\section*{GRAPE gradient: the short-step assumption}

\paragraph{Conventions.}
Step $j$ of length $\Delta t$ has $H_j=H_0+\sum_k u_k(j)H_k$, $U_j=e^{-i\tau H_j}$, $\tau=\Delta t/\hbar$. The $u_k$ are energies and the $H_k$ dimensionless. $\rho_j$ is the state after step $j$, $\lambda_j$ the target propagated back to that time, $\Phi=\mathrm{Tr}\,\lambda_j^\dagger\rho_j$.

\paragraph{Where it enters.}
Exactly,
\begin{equation}
\frac{\partial U_j}{\partial u_k}=-i\tau\bar H_kU_j,\qquad
\bar H_k=\int_0^1\!ds\;e^{-is\tau H_j}H_k\,e^{is\tau H_j},
\end{equation}
\begin{equation}
\frac{\partial\Phi}{\partial u_k(j)}=-i\tau\,\mathrm{Tr}\,\lambda_j^\dagger[\bar H_k,\rho_j].
\end{equation}
The GRAPE formula (Khaneja et al., 2005) sets $\bar H_k\to H_k$. In the eigenbasis of $H_j$, with $\theta_{lm}=\tau(E_l-E_m)$ and $\mathrm{sinc}\,x=\sin x/x$,
\begin{equation}
\langle l|\bar H_k|m\rangle=\langle l|H_k|m\rangle\,e^{-i\theta_{lm}/2}\,\mathrm{sinc}\frac{\theta_{lm}}{2},
\end{equation}
equivalent to $\langle l|\partial U_j/\partial u_k|m\rangle=\langle l|H_k|m\rangle(e^{-i\tau E_l}-e^{-i\tau E_m})/(E_l-E_m)$. The assumption is $|\theta_{lm}|\ll1$ for all pairs coupled by $H_k$.

\paragraph{First correction.}
The integrand is $H_k-is\tau[H_j,H_k]+\dots$ and $\int_0^1 s\,ds=\frac12$, so
\begin{equation}
\frac{\partial\Phi}{\partial u_k(j)}=-i\tau\,\mathrm{Tr}\,\lambda_j^\dagger[H_k,\rho_j]-\frac{\tau^2}{2}\mathrm{Tr}\,\lambda_j^\dagger[[H_j,H_k],\rho_j]+O(\tau^3).
\end{equation}

\paragraph{Two-level form.}
Take $H_j=\frac12\mathbf b\cdot\boldsymbol\sigma$, $H_k=\frac12\sigma_k$, Bloch vectors $\mathbf r,\mathbf l$ of $\rho,\lambda$ (projector target), and $\mathbf g=\mathbf r\times\mathbf l$. Within the step $\dot{\mathbf g}=\mathbf b\times\mathbf g/\hbar$, and
\begin{equation}
\frac{\partial\Phi}{\partial u_k(j)}=\frac{\tau}{2}\bar g_k,\qquad
\bar g_k=g_k(t_j)-\frac{\tau}{2}(\mathbf b\times\mathbf g)_k+\dots,
\end{equation}
where $\bar g_k$ is the time average over the step. First-order GRAPE is an end-point quadrature of this average.

\paragraph{NV setting.}
Transition $m_s=0\leftrightarrow-1$, rotating frame: $\mathbf b=(u_x,u_y,\delta)$, $\delta\in\{-A,0,A\}$. Input: typical $^{14}$N axial hyperfine magnitude $A/h\approx2.16$ MHz, $A\approx8.9$ neV. Since $A/k_B=1.0\times10^{-4}$ K, the weights at 300 K are $\frac13$ (no optical nuclear polarisation assumed). Starting guess: constant $u_x=u=40$ neV, $T=\pi\hbar/u=51.7$ ns, $N=10$, $\Delta t=5.17$ ns, $+z\to-z$. Counter-rotating terms and $m_s=+1$, detuned by order 10 $\mu$eV, shift levels by order $u^2/(10\,\mu\mathrm{eV})=0.16$ neV, 1.8\% of $A$. They are dropped, and the digits below refer to the two-level model.

Let $\mathbf n=\mathbf b/|\mathbf b|$, $\Theta=T|\mathbf b|/\hbar$, $\theta=\Theta/N$, $\phi=|\mathbf b|t/\hbar$. Initially $\mathbf g(0)=n_x(\sin\Theta,\,-n_z(1-\cos\Theta),\,0)$. Rotating it by $\phi$ about $\mathbf n$ gives
\begin{equation}
g_x=a+B\cos(\phi-\Theta/2),\quad a=n_x^3\sin\Theta,\quad B=2n_xn_z^2\sin\frac{\Theta}{2}.
\end{equation}
This vanishes for $\delta=0$ and is even in $\delta$, so the triplet gradient is $\frac{\tau}{3}\bar g_x(\delta=A)$. The correction is $\frac{\tau}{2}\delta g_y=\frac{\theta}{2}B\sin(j\theta-\Theta/2)$, and the exact average is $a+B\,\mathrm{sinc}(\theta/2)\cos[(j-\frac12)\theta-\Theta/2]$. With $\epsilon=A/u=0.2225$: $\theta=0.322$, $a=-0.0714$, $B=0.0920$, triplet-averaged $\Phi=0.968$.

\begin{center}
\begin{tabular}{rrrrr}
$j$ & first order & correction & sum & exact\\\hline
3 & $2.22$ & $-8.89$ & $-6.66$ & $-7.85$\\
5 & $20.64$ & $0$ & $20.64$ & $19.06$\\
10 & $-74.92$ & $14.80$ & $-60.12$ & $-60.19$
\end{tabular}

$10^3\,\bar g_x$ at $\delta=A$
\end{center}

\paragraph{Reading.}
\begin{itemize}
\item Last step: correction/first order $=-0.198$. For $\epsilon\ll1$, $g_x(T)=n_x\sin\Theta\approx-\pi\epsilon^2/2$ and $\theta B/2\approx\pi\epsilon^2/N$, so the ratio tends to $-2/N$, independent of $A$. The prefactor $\tau A/2=0.035$ is small, but it multiplies $g_y=O(\epsilon)$, while $g_x=O(\epsilon^2)$.
\item Step 3: $g_x$ crosses zero inside the step and the first-order gradient has the wrong sign. The $O(\tau^3)$ term still matters there (sum against exact) and is the whole discrepancy at step 5.
\item The zeros of the first-order gradient are in general not stationary points of $\Phi$.
\item The trapezoid $\frac12[g_x(t_{j-1})+g_x(t_j)]$ uses stored trajectories only and contains the first correction. It replaces $\mathrm{sinc}(\theta/2)$ by $\cos(\theta/2)$, a relative change $-\theta^2/12=-0.0086$ of the oscillating part. Step 3 then gives $-8.40$ in table units.
\end{itemize}